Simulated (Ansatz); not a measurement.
## A series in volume scale on ZrOs

Periodic Kohn-Sham DFT of a crystal at fixed atoms, scaled to volume_scale times the given cell; pressure positive in compression, energy less spherical unpolarised free atoms, largest_vzz the field gradient of largest size among the nuclei. The results are calculated, by Ansatz 0.2.0.

The cell before it is scaled or strained (space group Pm-3m, No. 221):
```
cell vectors (Å)
   3.2630     0.0000     0.0000
   0.0000     3.2630     0.0000
   0.0000     0.0000     3.2630
atoms (fractions of the cell vectors)
Zr  0.50000  0.50000  0.50000
Os  0.00000  0.00000  0.00000
```

Settings of every row: method frozen-core PAW; functional LDA; relativity scalar; k mesh 13x13x13; filling fermi-dirac; smearing width 0.03 eV; wave cutoff 420 eV; paw set soft_2.

Atom start moment: 0 on all atoms.

Limits: PAW files made with PBE; no spin-orbit coupling on heavy atoms.

```csv
row,volume scale,V (Å³/atom),pressure (GPa)
1,0.94,16.329,6.89
2,0.96,16.676,1.579
3,0.98,17.023,-3.165
4,0.99,17.197,-5.362
5,1,17.371,-7.453
6,1.01,17.545,-9.437
7,1.02,17.718,-11.314
8,1.04,18.066,-14.768
9,1.06,18.413,?
```

Question: what pressure should row 9 give?

Worked fit of pressure. Take u = (V_r/V)^(2/3) − 1 with V_r = 17.284 Å³ an atom, which is twice the finite (Eulerian) strain; such expansions in the strain, on which the Birch-Murnaghan equation of state is built, carry the rest volume and the bulk modulus. The shown rows have u = 0.03862, 0.02416, 0.0102, 0.00337, -0.00334, -0.00994, -0.0164, -0.02907. Least squares give pressure = −6.4292 + 311.601 × u + 855.09 × u² GPa; a straight line predicts inner rows, each left out in turn, worse (root mean square 0.29 against 0.013 GPa). The rows lie off it by 0.010, -0.019, -0.003, 0.007, 0.007, 0.005, -0.005, -0.003 (root mean square 0.0089 GPa). The pressure vanishes at u = 0.0196, or V = 16.79 Å³ an atom, and there the bulk modulus at fixed shape and fractions is B = −V dP/dV = (2/3)(1 + u) dP/du = 235 GPa. The withheld row has u = -0.04131, so the fit gives −6.4292 + 311.601 × (-0.04131) + 855.09 × (-0.04131)² = -17.842 GPa.

The calculation gave -17.875 GPa. The fit lies 0.033 GPa (0.13 % of the column's range) above it; its largest miss of a shown row is 0.019 GPa. This row lies beyond the range of the fit.
